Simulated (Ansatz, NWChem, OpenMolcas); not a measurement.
**[SF3]+ (SMILES F[S+](F)F): the highest harmonic wavenumber at each level's own minimum, rung by rung**

[SF3]+, singlet, SMILES `F[S+](F)F`. Each level relaxes the structure for itself.

Quantity: the highest harmonic wavenumber at each level's own minimum, in cm⁻¹. The values are calculated.

```json
{"level": "HF/STO-3G", "kind": "Hartree–Fock", "program": "Ansatz", "value (cm⁻¹)": "982"}
{"level": "HF/3-21G", "kind": "Hartree–Fock", "program": "Ansatz", "value (cm⁻¹)": "1031"}
{"level": "HF/6-31G* (Cartesian functions)", "kind": "Hartree–Fock", "program": "OpenMolcas", "value (cm⁻¹)": "1089"}
{"level": "HF/cc-pVTZ", "kind": "Hartree–Fock", "program": "Ansatz", "value (cm⁻¹)": "1106"}
{"level": "PBE/def2-SVP", "kind": "GGA", "program": "Ansatz", "value (cm⁻¹)": "930"}
{"level": "BLYP/cc-pVTZ", "kind": "GGA", "program": "Ansatz", "value (cm⁻¹)": "881"}
{"level": "PBE0-D3(BJ)/def2-SVP", "kind": "global hybrid", "program": "NWChem", "value (cm⁻¹)": "998"}
{"level": "PBE0/def2-SVP", "kind": "global hybrid", "program": "OpenMolcas", "value (cm⁻¹)": "1002"}
{"level": "B3LYP/6-31G* (Cartesian functions)", "kind": "global hybrid", "program": "OpenMolcas", "value (cm⁻¹)": "969"}
{"level": "B3LYP-D4/def2-TZVP", "kind": "global hybrid", "program": "Ansatz", "value (cm⁻¹)": "965"}
```

Harmonic and unscaled. The values span 881 to 1106 cm⁻¹.

The highest mode of this pyramidal cation, an S–F stretch, stiffens as exact exchange is added. With the basis held fixed, PBE gives 930 cm⁻¹ and PBE0 1002 cm⁻¹, while B3LYP at 969 cm⁻¹ lies well below Hartree–Fock at 1089 cm⁻¹. Hartree–Fock omits the correlation that admits S–F antibonding character, so it makes polar bonds to fluorine too stiff. Semilocal functionals tend to err the other way, probably through longer, softer bonds, and the hybrids fall between.

The ordering holds only for comparable basis sets: HF/STO-3G, at 982 cm⁻¹, drops below both PBE0 values. The Hartree–Fock rise from minimal to polarised sets suggests that sulfur d functions strengthen the bonds by describing polarisation and fluorine lone-pair donation into S–F σ* orbitals, not by forming d-orbital valence bonds, although the valence and core descriptions change as well. Without a correlated wavefunction result or a measured band, the series shows how sensitive the stretch is to the method, not which level is most accurate.
